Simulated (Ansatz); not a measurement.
Ir: the change of pressure and energy above lowest point with volume per atom

Results calculated with Ansatz 0.2.0 development build, not measured. Equation of state of a cubic crystal from periodic Kohn-Sham density functional theory without spin; pressure corrected for the finite basis.

Cell of the first row (space group Fm-3m, No. 225):
```
cell vectors (Å)
   0.0000     1.8832     1.8832
   1.8832     0.0000     1.8832
   1.8832     1.8832     0.0000
atoms (fractions of the cell vectors)
Ir  0.00000  0.00000  0.00000
```

Settings of every row: formula Ir; structure type fcc; functional r2SCAN; spin treatment none; k mesh 15x15x15; occupation method fermi-dirac; occupation width 0.1 eV; wave cutoff 700 eV; datasets hard PAW; density cutoff ratio 4; xc grid level 2.

Limits: modest k-mesh, values are not fully converged in k; pseudopotentials made with PBE, not this functional; the SCF threshold is loose for a stress in some rows; no spin-orbit coupling, which can matter with elements this heavy.

```
row  volume per atom (Å³)  pressure (GPa)  energy above lowest point (meV/atom)
  1                13.357           27.29                                 68.34
  2                13.792          12.144                                 15.39
  3                14.228          -0.446                                     0
  4                14.663               ?                                     ?
  5                15.099         -19.564                                 57.64
```

Question: what pressure and energy above lowest point should row 4 give?

Worked fit of pressure. Take u = (V_r/V)^(2/3) − 1 with V_r = 14.01 Å³ an atom, which is twice the finite (Eulerian) strain; such expansions in the strain, on which the Birch-Murnaghan equation of state is built, carry the rest volume and the bulk modulus. The shown rows have u = 0.03233, 0.01051, -0.01024, -0.04868. Least squares give pressure = 5.5641 + 609.523 × u + 1919.63 × u² GPa; a straight line predicts inner rows, each left out in turn, worse (root mean square 2 against 0.077 GPa). The rows lie off it by 0.014, -0.038, 0.030, -0.006 (root mean square 0.025 GPa). The pressure vanishes at u = -0.0094, or V = 14.21 Å³ an atom, and there the bulk modulus at fixed shape and fractions is B = −V dP/dV = (2/3)(1 + u) dP/du = 379 GPa. The withheld row has u = -0.02991, so the fit gives 5.5641 + 609.523 × (-0.02991) + 1919.63 × (-0.02991)² = -10.949 GPa.

The calculation gave -10.9 GPa. The fit lies 0.049 GPa (0.1 % of the column's range) below it; its largest miss of a shown row is 0.038 GPa.

Worked fit of energy above lowest point. Take u = (V_r/V)^(2/3) − 1 with V_r = 14.01 Å³ an atom, which is twice the finite (Eulerian) strain; such expansions in the strain, on which the Birch-Murnaghan equation of state is built, carry the rest volume and the bulk modulus. The shown rows have u = 0.03233, 0.01051, -0.01024, -0.04868. Least squares give energy above lowest point = 3.485 + 758.97 × u + 38463.2 × u² meV/atom; a straight line predicts inner rows, each left out in turn, worse (root mean square 40 against 0.65 meV/atom). The rows lie off it by 0.11, -0.32, 0.25, -0.05 (root mean square 0.21 meV/atom). Its lowest point lies at u = -0.0099, or V = 14.22 Å³ an atom, and the curvature there gives the bulk modulus at fixed shape and fractions, B = (4/9)(1 + u)² E″(u)/V = 378 GPa. The withheld row has u = -0.02991, so the fit gives 3.485 + 758.97 × (-0.02991) + 38463.2 × (-0.02991)² = 15.19 meV/atom.

The calculation gave 15.86 meV/atom. The fit lies 0.67 meV/atom (4.2 % of the value, 0.98 % of the column's range) below it; its largest miss of a shown row is 0.32 meV/atom.
